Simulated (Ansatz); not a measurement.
**From SiCl4 to SiBr4: predicting a member**

Gas-phase molecules. On one Si centre, n of the Cl ligands are replaced by Br. The atomisation energy (no zero-point term) y in kJ/mol at CCSD(T)/def2-TZVPP. Shapes: PBE0-D4/def2-TZVP. Programs: Ansatz 0.2.0.

| molecule | n | y (kJ/mol) |
| --- | --- | --- |
| SiCl4 | 0 | 1546 |
| SiBrCl3 | 1 | 1488 |
| SiBr2Cl2 | 2 | ? |
| SiBr3Cl | 3 | 1374 |
| SiBr4 | 4 | 1318 |

Task: Fit y = c + s·n to the known rows and predict SiBr2Cl2.

Result: 
1. Means of the 4 rows: n = 2.00000, y = 1431.5.
2. Σ(Δn)² = 10, Σ(Δn·Δy) = -570, so the slope is -570/10 = -57.
3. Intercept: 1431.5 − (-57) × 2.00000 = 1545.5. The largest residual of the fit is 0.5.
4. SiBr2Cl2: 1545.5 + (-57) × 2 = 1432 kJ/mol.

The run gave 1430 kJ/mol, so the prediction is off by +2 kJ/mol, more than the largest residual. The steps are nearly additive. The slope is the difference between a Si–Br and a Si–Cl bond. Other levels give for SiBr2Cl2: HF/def2-SVP 1035; B3LYP-D4/def2-TZVPP 1448; CCSD(T)/def2-SVP 1320 kJ/mol. Spin-orbit coupling of the free atoms (Cl 4, Br 15 kJ/mol each; the atoms kept shift only the intercept) is left out. Coupled cluster in double- or triple-zeta sets underbinds by a few per cent against its basis-set limit. Relativity is left out for Br. Outer-core shells of Br are correlated, in sets that cover them unevenly.

Each replacement of Cl by Br weakens the molecule by nearly the same amount, because silicon stays tetravalent with four single bonds and the halogens disturb one another little. The Si–Br bond is the weaker one: the larger, more diffuse Br 4p orbital overlaps less well with the silicon valence orbitals, and the smaller electronegativity difference reduces the ionic contribution. The mixed molecules lie marginally below the straight line between SiCl4 and SiBr4, but a deviation this small doesn't establish a real preference for the unmixed halides. Halogen exchange should therefore be almost thermoneutral, with mixing driven largely by entropy.

The miss of 2 kJ/mol tests additivity within one level of theory, not the accuracy of the bond energies. The slope of -57 probably understates the real difference between the two bonds, since the neglected atomic spin-orbit stabilisation is larger for Br and its effect accumulates with every substitution. Such an error, linear in n, would leave the interpolation intact while shifting the energies themselves.
